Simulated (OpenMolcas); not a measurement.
**CH4AlO2: a line through the functionals**

The species is CH4AlO2 (8 atoms), meant as a doublet with charge 0. SMILES: `C[O][Al][OH]`. Geometry: relaxed at PBE0-D4/def2-TZVP. This is one conformer, not always the lowest.

The vertical energy of the quartet above the doublet y, in eV, basis 6-311+G(d,p); a is the functional's share of exact exchange. Programs: OpenMolcas 26.06.

| functional | program | a | y (eV) |
| --- | --- | --- | --- |
| U-revPBE | OpenMolcas | 0 | 5.53 |
| UPBE | OpenMolcas | 0 | 5.57 |
| UB3LYP | OpenMolcas | 0.2 | ? |
| UPBE0 | OpenMolcas | 0.25 | 5.92 |
| UBHLYP | OpenMolcas | 0.5 | 6.15 |

Problem. Fit y = c + s·a to the known rows and predict UB3LYP.

Solution. 
1. Means of the 4 rows: a = 0.1875, y = 5.793.
2. Σ(Δa)² = 0.17188, Σ(Δa·Δy) = 0.21063, so the slope is 0.21063/0.17188 = 1.2254.
3. Intercept: 5.793 − (1.2254) × 0.1875 = 5.563. The largest residual of the fit is 0.051.
4. UB3LYP: 5.563 + (1.2254) × 0.2 = 5.81 eV.

The run gave 6.00 eV, so the prediction is off by -0.19 eV, more than the largest residual. The rows mix families of semi-local functionals, which the line can't see.

In every functional the quartet lies far above the doublet, as expected for a formally Al(II) radical. Its one unpaired electron sits mainly in an aluminium 3s/3p hybrid, and no second open shell lies close by. Reaching the quartet means unpairing electrons in an oxygen lone pair or a strongly polar Al–O bond and promoting one, probably into an empty orbital largely on aluminium. That cost outweighs the exchange gained from parallel spins.

The cleanest test of exact exchange is the step from UPBE to UPBE0, where the gap rises from 5.57 to 5.92 eV, perhaps because exact exchange binds the oxygen electrons more tightly and so makes their transfer towards the metal dearer. The order isn't strict across all rows: UB3LYP, at 6.00 eV, lies above UPBE0 despite its smaller share. The slope is therefore no measure of exact exchange alone. Nor do these vertical energies show how far the quartet would relax, which could be considerable if an Al–O bond is weakened.
